Dear colleague,

The self-consistent-field (SCF) runs for Na$_{13}$ converge slowly because the cluster has a partly filled shell. In such a shell a change of potential moves occupations as well as orbitals, and it moves the Fermi level. Here is the full derivation, followed by numbers for a simple model.

**Premises**

1. Kohn–Sham electrons move in $H=-\tfrac{\hbar^2}{2m}\nabla^2+V(\mathbf r)$, represented in a finite orthonormal basis. The eigenpairs are $\varepsilon_i,\psi_i$, and $i$ runs over spin-orbitals, so each orbital of an unpolarised system counts twice.
2. Occupations follow Mermin's finite-temperature theory: the density matrix is $\gamma=f(H-\mu)$ with $f(x)=1/(e^{x/k_BT}+1)$ and $T>0$, and $\rho(\mathbf r)=\langle\mathbf r|\gamma|\mathbf r\rangle$. I write $f_i=f(\varepsilon_i-\mu)$ and $f'_i=-f_i(1-f_i)/k_BT<0$.
3. The level $\mu$ is fixed by $\mathrm{Tr}\,\gamma=N$.
4. The perturbation $\delta V(\mathbf r)$ is real, local and spin-independent, with elements $\delta V_{ji}=\langle j|\delta V|i\rangle$.

The independent-particle response is defined by $\delta\rho=\chi_0\,\delta V$ at fixed $N$.

**Step 1: response at fixed $\mu$**

The poles of $f(z-\mu)$ lie at least $\pi k_BT$ off the real axis. A contour $C$ can therefore enclose the whole spectrum and no pole of $f$, and Cauchy's formula gives

$$\gamma=\frac{1}{2\pi i}\oint_C f(z-\mu)\,G(z)\,dz,\qquad G(z)=(z-H)^{-1}.$$

Differentiating $(z-H)G=1$ gives $\delta G=G\,\delta V\,G$. Insert $G=\sum_i|i\rangle\langle i|/(z-\varepsilon_i)$ twice:

$$\delta\gamma\big|_\mu=\sum_{ij}L_{ij}\,|j\rangle\,\delta V_{ji}\,\langle i|,\qquad L_{ij}=\frac{1}{2\pi i}\oint_C\frac{f(z-\mu)\,dz}{(z-\varepsilon_i)(z-\varepsilon_j)} .$$

For $\varepsilon_i\ne\varepsilon_j$ two simple poles contribute, and for $\varepsilon_i=\varepsilon_j$ one double pole:

$$L_{ij}=\frac{f_i-f_j}{\varepsilon_i-\varepsilon_j}\quad(\varepsilon_i\neq\varepsilon_j),\qquad L_{ij}=f'_i\quad(\varepsilon_i=\varepsilon_j).$$

No degenerate perturbation theory was needed, since $G$ is regular on $C$ whatever the degeneracy. The second case covers $i=j$ and also pairs $i\ne j$ within a shell. By the mean-value theorem every $L_{ij}$ equals $f'$ at some intermediate energy, so $L_{ij}=L_{ji}<0$ and $|L_{ij}|\le 1/4k_BT$. Taking the diagonal in $\mathbf r$,

$$(\chi_\mu\delta V)(\mathbf r)=\sum_{ij}L_{ij}\,\psi_i^*(\mathbf r)\psi_j(\mathbf r)\,\delta V_{ji}.$$

**Step 2: the Fermi level moves**

At fixed $H$, $\partial\gamma/\partial\mu=-f'(H-\mu)$. Define positive weights $w_i=-f'_i$, the local density of states at the Fermi level and its integral:

$$D(\mathbf r)=\sum_iw_i|\psi_i(\mathbf r)|^2,\qquad D=\int D(\mathbf r)\,d^3r=\sum_iw_i .$$

The total first-order change is $\delta\rho=\chi_\mu\delta V+\delta\mu\,D(\mathbf r)$. Integrate it over space. Orthonormality removes every term with $i\neq j$, which leaves

$$\delta N=-\sum_iw_i\,\delta V_{ii}+D\,\delta\mu .$$

Because $\partial N/\partial\mu=D>0$, the implicit-function theorem makes $\mu$ a smooth function of $V$, and $\delta N=0$ gives

$$\delta\mu=\frac{\sum_if'_i\,\delta V_{ii}}{\sum_if'_i}=\frac1D\int D(\mathbf r)\,\delta V(\mathbf r)\,d^3r .$$

The Fermi level follows the average of $\delta V$ over the thermally active states.

**Result**

$$\boxed{(\chi_0\delta V)(\mathbf r)=\sum_{ij}L_{ij}\,\psi_i^*(\mathbf r)\psi_j(\mathbf r)\,\langle j|\delta V|i\rangle-\delta\mu\sum_if'_i|\psi_i(\mathbf r)|^2}$$

As a kernel, $\chi_0(\mathbf r,\mathbf r')=\chi_\mu(\mathbf r,\mathbf r')+D(\mathbf r)D(\mathbf r')/D$. The added term is symmetric, of rank one and positive semidefinite. The diagonal terms combine with it into occupation changes $\delta f_i=f'_i(\delta V_{ii}-\delta\mu)$.

**Step 3: three properties**

*Constants are annihilated.* For $\delta V=c$ we have $\delta V_{ji}=c\,\delta_{ij}$, hence $\chi_\mu c=-cD(\mathbf r)$, while $\delta\mu=c$ adds $+cD(\mathbf r)$. The two cancel. The same identity shows $\chi_0\delta V=\chi_\mu(\delta V-\delta\mu)$: only the potential counted from the Fermi level acts.

*Charge is conserved.* This holds by construction in Step 2. It is also the transpose of the first property, since $\chi_0$ is symmetric.

*The sign survives.* Multiply the result by $\delta V(\mathbf r)$, integrate, and use $\delta V_{ij}=\delta V_{ji}^*$:

$$\langle\delta V|\chi_0|\delta V\rangle=-\sum_{i\ne j}|L_{ij}||\delta V_{ji}|^2-\sum_iw_i\,\delta V_{ii}^2+D\,\delta\mu^2 .$$

Since $\sum_iw_i\delta V_{ii}=D\,\delta\mu$, the last two terms form a weighted variance:

$$\langle\delta V|\chi_0|\delta V\rangle=-\sum_{i\ne j}|L_{ij}||\delta V_{ji}|^2-\sum_iw_i(\delta V_{ii}-\delta\mu)^2\le0 .$$

All weights are strictly positive, so equality requires vanishing off-diagonal elements and equal diagonal ones, that is, $\delta V$ acting as a constant. The fixed-$\mu$ response was already negative. The positive rank-one term lifts exactly one direction to zero and none above it.

**Step 4: the SCF Jacobian**

One SCF cycle maps $\rho_{\rm in}$ to a potential and then to $\rho_{\rm out}$. With the kernel $K=\delta V/\delta\rho$ (Hartree plus exchange–correlation), the chain rule gives $\delta\rho_{\rm out}=\chi_0K\,\delta\rho_{\rm in}$. Linear mixing, $\rho_{n+1}=\rho_n+\alpha(\rho_{\rm out}-\rho_n)$, multiplies the deviation from the fixed point by $1-\alpha J$ in each cycle, where $J=1-\chi_0K$. For the Hartree kernel alone $K$ is positive, and $-\chi_0K$ is similar to the positive semidefinite $K^{1/2}(-\chi_0)K^{1/2}$. The eigenvalues $\lambda$ of $J$ are then real and at least 1, and $|1-\alpha\lambda|<1$ demands $\alpha<2/\lambda_{\max}$. A code that refits $\mu$ in each cycle has the fixed-$N$ Jacobian automatically. The term must be written out in response solvers, Newton steps and model preconditioners. The local-density-of-states model of Herbst and Levitt, $-D(\mathbf r)\delta(\mathbf r-\mathbf r')+D(\mathbf r)D(\mathbf r')/D$, carries it for this reason.

**Range of validity**

- *Linearity* needs the elements of $\delta V-\delta\mu$ among active states to be small against $k_BT$.
- *Monotonic occupations.* The sign proof uses $f'<0$. It carries over to Gaussian smearing. Methfessel–Paxton smearing has regions of $f'>0$, where the proof fails and $D$ may pass through zero.
- *Low temperature.* With a gap around $\mu$, $D(\mathbf r)$ vanishes exponentially and the term with it, though $\delta\mu$ becomes a ratio of two tiny sums. With one partly filled, spatially non-degenerate orbital, $w\propto1/T$ diverges but the variance over that level is zero. With a partly filled degenerate shell, a $1/T$ response survives.
- *Constraints.* Fixing $N_\uparrow$ and $N_\downarrow$ separately gives two Fermi levels and one such term per spin. An electrode that fixes $\mu$ gives none. In a crystal $D(\mathbf r)$ is lattice-periodic, so $\delta\mu=0$ for wavevectors that are not reciprocal-lattice vectors.
- *Ensemble.* Fermi–Dirac occupations with fitted $\mu$ fix the mean electron number. They are not the canonical statistics of your mass-selected 13-electron clusters.
- *Completeness.* The double sum includes empty states. Truncating the set of states keeps all three properties, provided $D(\mathbf r)$ uses the same set, but it understates the response.

**Illustration: a spherical model of Na$_{13}$**

Take the unpolarised configuration $1s^2\,1p^6\,1d^5$ with oscillator orbitals. The inputs are the approximate sodium value $r_s=3.93$ bohr, the customary shell spacing $\hbar\omega_0=E_FN^{-1/3}$, an assumed $2s$ level $\Delta=0.3$ eV above $1d$, and $T=300$ K. With $k_F=(9\pi/4)^{1/3}/r_s$ one gets $E_F=3.24$ eV, $\hbar\omega_0=1.38$ eV, an oscillator length $b=\sqrt{\hbar/m\omega_0}=4.44$ bohr and $e^2/b=6.13$ eV (Gaussian $e^2$). All numbers below are the model's.

Five electrons in ten spin-orbitals give $f=1/2$ and $\mu=\varepsilon_{1d}$. With $k_BT=25.85$ meV, $w=1/4k_BT=9.67$ eV$^{-1}$ and $D=10w=96.7$ eV$^{-1}$. The $2s$ level has $f=9\times10^{-6}$ and adds $7\times10^{-4}$ eV$^{-1}$ to $D$. The $1p$ level lies more than 1 eV down and adds far less.

Raise one $d$ orbital by 1 meV. Then $\delta\mu=0.2$ meV, that orbital changes by $-2w\times0.8\ \text{meV}=-0.0155$ electrons, and the other four gain 0.0039 each. At fixed $\mu$ the cluster would instead lose 0.0193 electrons.

Now the eigenvalues from the intra-shell terms. Write $\psi_m=R(r)Y_{2m}$ and $\delta V=v(r)Y_{LM}$. Then $\delta V_{m'm}=\bar v\,g_{m'm}$, with $\bar v=\int R^2v\,r^2dr$ and the Gaunt coefficient $g_{m'm}=\int Y^*_{2m'}Y_{LM}Y_{2m}\,d\Omega$. Orthogonality of the $3j$ symbols gives $\sum_{mm'}g_{m'm}Y^*_{2m}Y_{2m'}=A_LY_{LM}$, so

$$\delta\rho=-2w\,\bar v\,A_L\,R^2Y_{LM},\qquad A_L=\sum_{mm'}|g_{m'm}|^2=\frac{25}{4\pi}\begin{pmatrix}2&L&2\\0&0&0\end{pmatrix}^2 .$$

The squared symbols are $1/5$, $2/35$, $2/35$ for $L=0,2,4$ and zero otherwise. The density $R^2Y_{LM}$ creates a Hartree potential with $\bar v=4\pi F^L/(2L+1)$, where

$$F^L=e^2\!\iint R^2(r)R^2(r')\,\frac{r_<^L}{r_>^{L+1}}\,r^2r'^2\,dr\,dr' .$$

Hence $R^2Y_{LM}$ is an eigenvector of $J$, with $\lambda_L-1=8\pi wA_LF^L/(2L+1)$. In units of $b$, $R^2=\frac{16}{15\sqrt\pi}r^4e^{-r^2}$. Set $r_<=t\,r_>$, integrate over $r_>$ to get $\Gamma(13/2)$, and substitute $u=t/\sqrt{1+t^2}$:

$$F^L=\frac{924}{5\sqrt\pi}\,\frac{e^2}{b}\int_0^{1/\sqrt2}u^{6+L}(1-u^2)^{2-L/2}du=\frac{\{151,\,91,\,63\}}{120\sqrt{2\pi}}\,\frac{e^2}{b}.$$

| $L$ | $F^L$ (eV) | $\lambda_L-1$ | fixed $\mu$ | fixed $N$ |
|---|---|---|---|---|
| 0 | 3.08 | $DF^0$ | 297 | 0 |
| 2 | 1.85 | $\tfrac{2}{35}DF^2$ | 10.2 | 10.2 |
| 4 | 1.28 | $\tfrac{2}{63}DF^4$ | 3.9 | 3.9 |

For $L=0$ all five orbitals shift alike, $\delta\mu$ equals the shift, and the variance vanishes. For $L>0$ the spherical $D(\mathbf r)$ has no overlap with $\delta V$, so $\delta\mu=0$. The Fermi-level term thus removes the charging mode and raises the mixing limit $2/\lambda_{\max}$ from 0.0067 to 0.18. It leaves the shape modes, which grow as $1/T$.

*Inter-shell terms.* These are negative semidefinite too, so with the Hartree kernel they can only raise $\lambda_{\max}$, and within one $L$ by no more than the sum of their own largest eigenvalues. The $1d$–$2s$ pair has $L_{ds}=-0.5/\Delta=-1.67$ eV$^{-1}$. Its exchange-type Slater integral, found the same way from $R_{1d}R_{2s}$, is $G^2=\frac{19}{48\sqrt{2\pi}}\frac{e^2}{b}=0.97$ eV. Two spins and two orderings give $4|L_{ds}|G^2/5=1.3$ in the $L=2$ channel. Transitions across $n$ major shells ($n=1$ for a linear, $n=2$ for a quadratic $\delta V$) shift or stretch an oscillator, with displacement $\mathbf u=-\nabla\delta V/m(n\omega_0)^2$ and $\delta\rho=-\nabla\!\cdot(\rho\mathbf u)$. On a sharp-edged sphere of bulk density, with $\hbar\omega_p=\sqrt{3/r_s^3}$ hartree $=6.05$ eV, the induced Hartree potential inside is $-\delta V$, up to a constant, times $\omega_p^2/3\omega_0^2=6.4$ for the dipole, $\tfrac25\omega_p^2/4\omega_0^2=1.9$ for the quadrupole and $\omega_p^2/4\omega_0^2=4.8$ for the breathing mode. These are estimates. They put the Hartree $\lambda_2$ between 11 and about 14, and the mixing limit no lower than about 0.14. They also show that the monopole channel keeps a moderate eigenvalue at fixed $N$, and that the intra-shell quadrupole term falls to the dipole value near 480 K.

*Exchange.* The local-density exchange kernel at bulk density is $f_x=-\pi/k_F^2=-13.2$ hartree bohr$^3$. With $\int R^4r^2dr=\frac{21}{40\sqrt{2\pi}}b^{-3}$ it adds $-0.86$ eV to $\bar v$, against Hartree values of 4.66 eV for $L=2$ and 1.79 eV for $L=4$. That lowers $\lambda_L-1$ by 18 and 48 per cent, and by more where the shell samples the lower surface density. The model's $\lambda_{\max}$ is therefore of order ten, and the second digit is not secured.

*Spin.* Steps 1 and 2 hold unchanged for a collinear spin-dependent potential. For $\delta V_\uparrow=-\delta V_\downarrow$ the average over the shell is zero, so $\delta\mu=0$ and the $L=0$ magnetisation mode is not cancelled. It has no Hartree part. Each spin has half the response and twice the exchange kernel, which gives $\lambda=1-D\times0.86\ \text{eV}/4\pi=1-6.6=-5.6$. Correlation weakens the spin kernel, but it would have to cut it by more than a factor of 6.6 to restore a positive sign. A negative $\lambda$ makes $|1-\alpha\lambda|>1$ for every $\alpha>0$, so the unpolarised state is unstable once spin is released.

*The real cluster.* Open-shell sodium clusters typically deform, which splits the $d$ shell by tenths of an eV, far more than $k_BT$. The spherical model then overstates the response. One half-filled orbital remains, with $D=2w=19.3$ eV$^{-1}$, a fifth of the model's value, and its occupation response cancels entirely at fixed $N$. The table describes symmetric starting geometries, which is where a relaxation often begins.

The same algebra governs defect cells. The undistorted neutral vacancy in silicon holds two electrons in a threefold $t_2$ gap level. If the band edges are many $k_BT$ away, $f=1/3$, $\mu$ lies $k_BT\ln2=17.9$ meV below the level, and $D=6f(1-f)/k_BT=51.6$ eV$^{-1}$ at 300 K. In this three-orbital model, raising one orbital by 1 meV lifts $\mu$ by a third of that, changes its population by $-0.0115$ electrons and gives 0.0057 to each partner. The relaxed vacancy undergoes a Jahn–Teller distortion that pairs both electrons in one orbital, after which this response is exponentially small.